Margin comments: depletion width of a lateral p-n junction in a 2D sheet

1. Setup. The sheet lies at z = 0 with acceptors NA (cm⁻²) at x < 0 and donors ND at x > 0. The gap −xp < x < xn, of width W = 2h, holds only dopant charge σ. The rest of the sheet is treated as an ideal conductor, at φ = 0 (p side) and φ = V (n side), V being built-in plus reverse voltage.

2. Why the mean permittivity. The potentials above and below are mirror images, so Gauss's law reads (ε₁ + ε₂)Ez(0⁺) = σ, or Ez = σ/2ε with ε = (ε₁ + ε₂)/2. Both media must be much thicker than W.

3. The modes. Let u = x + iz, measured from the gap centre, and η = [u − √(u² − h²)]/h, with the root tending to u at infinity. On the upper face of the gap u = −h cos θ and η = −e^(iθ), with θ = 0 at the p edge and π at the n edge. On the conductors η is real. The analytic function F = Ex − iEz = −i(cₘ/2ε)(−η)^m therefore has Ex = 0 on the conductors, decays for m ≥ 1, and in the gap gives
σ = cₘ cos mθ, Ex = (cₘ/2ε) sin mθ.

4. The edge rule. Mode m = 0 does not decay. Repairing it needs a term (u + const)/√(u² − h²), which diverges at one edge at least. With one sign the divergence asks for a negative carrier density, with the other it pulls carriers into the gap, so free edges move until it vanishes. This sets c₀ = 0 and also excludes the term 1/√(u² − h²).

5. One mode carries the voltage. V = −∫Ex dx = −(h/2ε) Σ cₘ ∫ sin mθ sin θ dθ over 0 to π, and the integral is π/2 for m = 1 and zero otherwise:
V = −πc₁W/(8ε).

6. The smallest model. Keep σ = c₀ + c₁ cos θ. With c₀ = 0 this is a linear ramp σ = κu, κ = −c₁/h, with a semi-elliptic field Ex = −(κ/2ε)√(h² − u²) and V = πκh²/(4ε). On the n conductor σ = κ[u − √(u² − h²)], continuous at the edge.

7. Projecting the step. Let x = 0 sit at θ₀, so xp = W sin²(θ₀/2) and xn = W cos²(θ₀/2). Then
c₀ = (q/π)[−NA θ₀ + ND(π − θ₀)] = 0, so θ₀ = πND/(NA + ND),
cₘ = −(2q/π)(NA + ND) sin(mθ₀)/m.
Inserting c₁ in comment 5, with sin θ₀ = sin(π − θ₀):
W = 4εV/{q(NA + ND) sin[πNA/(NA + ND)]},
xn/xp = cot²(θ₀/2) = tan²{πNA/[2(NA + ND)]}.
Modes m ≥ 2 enter neither condition, so the two-coefficient model gives the general result without truncation error.

8. Why linear in V. A step has no length scale, so c₁ does not depend on W and W ∝ V. A sheet truly graded at fixed κ has c₁ = −κh and W = 4√(εV/πκ). With ℓ = εV/(qND), the symmetric junction (θ₀ = π/2) has W = 2ℓ. For NA ≫ ND, sin θ₀ → θ₀ and W = 4ℓ/π = 4εV/(πqND), the gate-edge depletion width of Chklovskii, Shklovskii and Glazman (1992).

9. NA = 10 ND. Here θ₀ = π/11 and sin θ₀ = 0.2817, so W = 1.291 ℓ against the one-sided 1.273 ℓ, larger by θ₀/sin θ₀ − 1 = 1.4 %. The ratio xn/xp is 48.4, where a bulk junction has 10. The gap is not neutral: ND xn/(NA xp) = 4.84. Tails on the conductors make up the balance. Far out only m = 1 survives, |σ| → 2εV/(π|u|), so the charge on each side grows logarithmically with device length.

10. What the two coefficients miss. c₂/c₁ = cos θ₀ = 0.959, so the profile converges slowly. Summing all modes,
Ex = −[q(NA + ND)/2πε] L, L = ln|sin((θ + θ₀)/2)/sin((θ − θ₀)/2)|,
logarithmically peaked at x = 0. Integration by parts gives
φ/V = θ/π − (cos θ − cos θ₀)L/(π sin θ₀),
while the ramp gives φ/V = (θ − sin θ cos θ)/π. At x = 0 the full value is θ₀/π = ND/(NA + ND) = 0.091, the bulk voltage division, against 0.005 for the ramp. At mid-gap they are 0.81 and 0.50. They agree at both edges.

11. Black phosphorus on HfO₂. Take a typical HfO₂ permittivity of about 25 ε₀ with air above, so ε = 13 ε₀, and illustrative ND = 10¹² cm⁻², NA = 10¹³ cm⁻², V = 1.0 V. Then ℓ = 72 nm, c₁/q = −1.97×10¹² cm⁻², and the model gives W = 93 nm, xn = 91 nm, xp = 1.9 nm. The leading tail term at 1 µm is 4.6×10¹⁰ cm⁻². The crystal anisotropy does not enter, because the field runs through the surrounding media.

12. How ideal are the conductors. Their screening length is λ = 2ε/(q² dn/dμ), with dn/dμ = D[1 − exp(−N/DkT)] and D = m*/(πħ²) for one spin-degenerate valley. An approximate density-of-states mass of 0.4 mₑ for both carriers gives DkT = 4.3×10¹² cm⁻² at 300 K, λ = 4.2 nm on the n side and 0.95 nm on the p side. The first is 5 % of xn, which sets the order of the uncertainty in W. The second is half of xp, and the acceptor spacing 1/√NA = 3.2 nm exceeds xp, so 1.9 nm and 48.4 are formal continuum values.

13. The gate. HfO₂ in transistors is typically a film of about d = 10 nm on a gate. A 1.0 V swing then moves 25 ε₀V/(qd) = 1.4×10¹³ cm⁻², 14 times ND, and the free-sheet result needs d ≫ 0.14 µm. On a thin gated film the tails are cut off, the field typically reaches only a few d, and linearity in V is lost. The model's 93 nm belongs to thick, ungated oxide and typically overstates the junction width in such a device several times.